\textbf{Note 1: conventions.} Take $\hbar=c=1$, $s=\sin(\theta/2)$, $c_\theta=\cos(\theta/2)$, $L=\ln s$, $\mathbf n=\mathbf k\times\mathbf k'/|\mathbf k\times\mathbf k'|$. The usual definition of $S$ belongs to the spin matrix $M=f-ig\,\mathbf n\cdot\boldsymbol\sigma$. Along $\mathbf n$ its eigenvalues are $f\mp ig$, so
\begin{equation}
S=\frac{|f-ig|^2-|f+ig|^2}{|f-ig|^2+|f+ig|^2}=\frac{i(fg^*-f^*g)}{|f|^2+|g|^2}=\frac{2\,\mathrm{Im}(f^*g)}{|f|^2+|g|^2}.
\end{equation}
With $t=e^{i\delta}\sin\delta$, phases $\delta_l^\pm$ for $j=l\pm\frac12$ and $P_l^1=\sin\theta\,P_l'(\cos\theta)$,
\begin{equation}
kf=\sum_l[(l+1)t_l^++l\,t_l^-]P_l,\qquad kg=\sum_l(t_l^--t_l^+)P_l^1 .
\end{equation}

\textbf{Note 2: smallest model.} Keep $s_{1/2}$, $p_{3/2}$, $p_{1/2}$ with phases $\delta_0,\delta_+,\delta_-$. Then $kf=t_0+(2t_++t_-)\cos\theta$ and $kg=(t_--t_+)\sin\theta$. Since $\mathrm{Im}(t_a^*t_b)=\sin\delta_a\sin\delta_b\sin(\delta_b-\delta_a)$, exactly
\begin{equation}
\begin{split}
\frac{k^2\mathrm{Im}(f^*g)}{\sin\theta}={}&\sin\delta_0[\sin\delta_-\sin(\delta_--\delta_0)-\sin\delta_+\sin(\delta_+-\delta_0)]\\
&+3\cos\theta\sin\delta_+\sin\delta_-\sin(\delta_--\delta_+).
\end{split}
\end{equation}
First Born means $t\to\delta$, real, hence $S=0$ although $g\neq0$: the spin only rotates. Unitarity supplies $\mathrm{Im}\,t=\delta^2+\dots$, and the leading term is cubic over quadratic,
\begin{equation}
S\simeq\frac{2\sin\theta\,(\delta_--\delta_+)[\delta_0(\delta_++\delta_--\delta_0)+3\delta_+\delta_-\cos\theta]}{[\delta_0+(2\delta_++\delta_-)\cos\theta]^2+(\delta_--\delta_+)^2\sin^2\theta}.
\end{equation}
It is linear in the coupling, odd in its sign, and zero without spin-orbit splitting. First-order phases suffice.

\textbf{Note 3: Coulomb phases.} Let $\nu=Z\alpha/\beta$, $\gamma=(1-\beta^2)^{-1/2}$, $\Delta=\nu(1-1/\gamma)$, $\rho=\sqrt{\kappa^2-Z^2\alpha^2}$, with $\kappa=-(l+1)$ for $\delta_l^+$ and $\kappa=l$ for $\delta_l^-$. The Dirac equation for an electron and a point nucleus gives
\begin{equation}
e^{2i\delta_\kappa}=\frac{\kappa-i\nu/\gamma}{\rho-i\nu}\,\frac{\Gamma(\rho+1-i\nu)}{\Gamma(\rho+1+i\nu)}\,e^{i\pi(l-\rho)} .
\end{equation}
A phase common to all $l$ multiplies $f$ and $g$ alike at $\theta\neq0$. Dropping it, with harmonic numbers $H_l$,
\begin{equation}
\delta_l^+=-\nu H_l-\frac{\Delta}{2(l+1)}+\frac{\pi Z^2\alpha^2}{4(l+1)},\qquad
\delta_l^-=-\nu H_l+\frac{\Delta}{2l}+\frac{\pi Z^2\alpha^2}{4l},
\end{equation}
up to third order.

\textbf{Note 4: origin of the logarithm.} For $\theta\ne0$, in the Abel sense, $\sum(2l+1)H_lP_l=-1/2s^2$, $\sum(2l+1)H_l^2P_l=L/s^2$ and $\sum_{l\ge1}\frac{2l+1}{l(l+1)}P_l=-1-2L$. Integrating Legendre's equation from $\theta=\pi$ gives $\sum\frac{(2l+1)H_l}{l(l+1)}P_l^1=-L/sc_\theta$ and $\sum\frac{2l+1}{l^2(l+1)^2}P_l^1=-2Ls/c_\theta$. Then, with subscripts for the order,
\begin{align}
kf_1&=\frac{\nu}{2s^2}-\frac{\Delta}{2}, & k\,\mathrm{Im}f_2&=L\Big(\frac{\nu^2}{s^2}-\frac{\Delta^2}{2}\Big),\\
kg_1&=\frac{\Delta c_\theta}{2s}, & k\,\mathrm{Im}g_2&=L\Big(\frac{\nu\Delta}{sc_\theta}-\frac{\Delta^2s}{2c_\theta}\Big).
\end{align}
The sign of $g_1/f_1$ matches the free-spinor overlap, $u'^\dagger u\propto\gamma+1+(\gamma-1)(\cos\theta-i\sin\theta\,\mathbf n\cdot\boldsymbol\sigma)$. The numerator factorises, $k^2(f_1\mathrm{Im}g_2-g_1\mathrm{Im}f_2)=L\Delta(\nu-\Delta)(2\nu-\Delta)/4sc_\theta$, with $\nu-\Delta=\nu/\gamma$ and $\Delta(2\nu-\Delta)=\nu^2\beta^2$. The denominator is Mott's $k^2(f_1^2+g_1^2)=\nu^2(1-\beta^2s^2)/4s^4$. Thus
\begin{equation}
S_1=2Z\alpha\beta\sqrt{1-\beta^2}\,\frac{\sin^3(\theta/2)\,\ln\sin(\theta/2)}{\cos(\theta/2)\,[1-\beta^2\sin^2(\theta/2)]},
\end{equation}
negative for electrons at all $0<\theta<\pi$.

\textbf{Note 5: the neglected order.} The $\pi Z^2\alpha^2$ phases enter the quartic numerator through $\mathrm{Re}\,t_2$ and $\mathrm{Im}\,t_3$, and the cubic denominator as the McKinley--Feshbach term. The analogous sums give $S\simeq S_1(1+r)$,
\begin{equation}
r=-\pi Z\alpha\left[\frac{\frac{1+s}{s}\ln(1+s)-\ln4-sL}{\beta sL}+\frac{\beta s(1-s)}{1-\beta^2s^2}\right].
\end{equation}

\textbf{Note 6: 200 keV on carbon.} Here $Z=6$, $\gamma=1.3914$, $\beta=0.6953$, $\nu=0.06297$, $\Delta=0.01771$. The three-channel model receives the first-order phases $\delta_0=-\Delta/2=-0.00886$, $\delta_+=-\nu-\Delta/4=-0.06740$, $\delta_-=-\nu+\Delta/2=-0.05411$.
\begin{center}
\begin{tabular}{cccccc}
$\theta$ & model, exact & model, leading & $S_1$ & $r$ & $S_1(1+r)$\\
$90^\circ$ & $0.1038$ & $0.1040$ & $-0.0100$ & $0.09$ & $-0.011$\\
$120^\circ$ & $-0.0138$ & $-0.0138$ & $-0.0128$ & $0.11$ & $-0.014$
\end{tabular}
\end{center}
The model reproduces the general structure: no asymmetry in first Born order, a linear term from unitarity. It does not reproduce the angular form. Its closeness to $S_1$ at $120^\circ$ is accidental: there $kf_1$ is $0.0856$ against the Coulomb $0.0331$, the sign is wrong at $90^\circ$, and truncation makes $S$ depend on the dropped common phase. The logarithm needs all $l$.

Screening is small at these angles: with the Thomas--Fermi length $a=0.8853\,a_0Z^{-1/3}$, $(2ksa)^{-2}=8\times10^{-5}$ at $120^\circ$. For a single scattering on a point nucleus, $S_1$ is therefore good to about one part in ten for carbon. For silicon ($Z=14$, same energy, $120^\circ$) the point-nucleus values are $S_1=-0.030$ and $r=0.26$, so the leading order there is only a first estimate.